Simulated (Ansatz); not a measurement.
W: the change of energy above lowest point and pressure with volume per atom

All results are calculated (Ansatz 0.2.0 development build). Equation of state of a cubic crystal from periodic Kohn-Sham density functional theory without spin; pressure corrected for the finite basis.

Cell of the first row (space group Im-3m, No. 229):
```
CELL_PARAMETERS angstrom
-1.54860 1.54860 1.54860
1.54860 -1.54860 1.54860
1.54860 1.54860 -1.54860
ATOMIC_POSITIONS crystal
W 0.00000 0.00000 0.00000
```

Settings of every row: formula W; structure type bcc; functional r2SCAN; spin treatment none; k mesh 15x15x15; occupation method fermi-dirac; occupation width 0.1 eV; wave cutoff 500 eV; datasets soft-1 PAW; density cutoff ratio 4.

Limits: no spin-orbit coupling, which can matter with elements this heavy.

| row | volume per atom (Å³) | energy above lowest point (meV/atom) | pressure (GPa) |
| --- | --- | --- | --- |
| 1 | 14.855 | ? | ? |
| 2 | 15.339 | 21.98 | 12.872 |
| 3 | 15.824 | 0 | 1.951 |
| 4 | 16.308 | 8.58 | -7.379 |
| 5 | 16.793 | 43.24 | -15.333 |

Question: what energy above lowest point and pressure should row 1 give?

Worked fit of energy above lowest point. Take u = (V_r/V)^(2/3) − 1 with V_r = 16.066 Å³ an atom, which is twice the finite (Eulerian) strain; such expansions in the strain, on which the Birch-Murnaghan equation of state is built, carry the rest volume and the bulk modulus. The shown rows have u = 0.03135, 0.01017, -0.00992, -0.02907. Least squares give energy above lowest point = 0.773 − 432.86 × u + 35375.1 × u² meV/atom; a straight line predicts inner rows, each left out in turn, worse (root mean square 20 against 0.068 meV/atom). The rows lie off it by 0.01, -0.03, 0.03, -0.01. Its lowest point lies at u = 0.0061, or V = 15.92 Å³ an atom, and the curvature there gives the bulk modulus at fixed shape and fractions, B = (4/9)(1 + u)² E″(u)/V = 320 GPa. The withheld row has u = 0.05363, so the fit gives 0.773 − 432.86 × (0.05363) + 35375.1 × (0.05363)² = 79.30 meV/atom.

The calculation gave 79.66 meV/atom. The fit lies 0.36 meV/atom (0.45 % of the column's range) below it; its largest miss of a shown row is 0.03 meV/atom. This row lies beyond the range of the fit.

Worked fit of pressure. Take u = (V_r/V)^(2/3) − 1 with V_r = 16.066 Å³ an atom, which is twice the finite (Eulerian) strain; such expansions in the strain, on which the Birch-Murnaghan equation of state is built, carry the rest volume and the bulk modulus. The shown rows have u = 0.03135, 0.01017, -0.00992, -0.02907. Least squares give pressure = −2.8976 + 463.988 × u + 1245.34 × u² GPa; a straight line predicts inner rows, each left out in turn, worse (root mean square 0.72 against 0.0025 GPa). The rows lie off it by 0.000, 0.001, -0.001, 0.000. The pressure vanishes at u = 0.0061, or V = 15.92 Å³ an atom, and there the bulk modulus at fixed shape and fractions is B = −V dP/dV = (2/3)(1 + u) dP/du = 321 GPa. The withheld row has u = 0.05363, so the fit gives −2.8976 + 463.988 × (0.05363) + 1245.34 × (0.05363)² = 25.568 GPa.

The calculation gave 25.607 GPa. The fit lies 0.039 GPa (0.095 % of the column's range) below it; its largest miss of a shown row is 0.001 GPa. This row lies beyond the range of the fit.
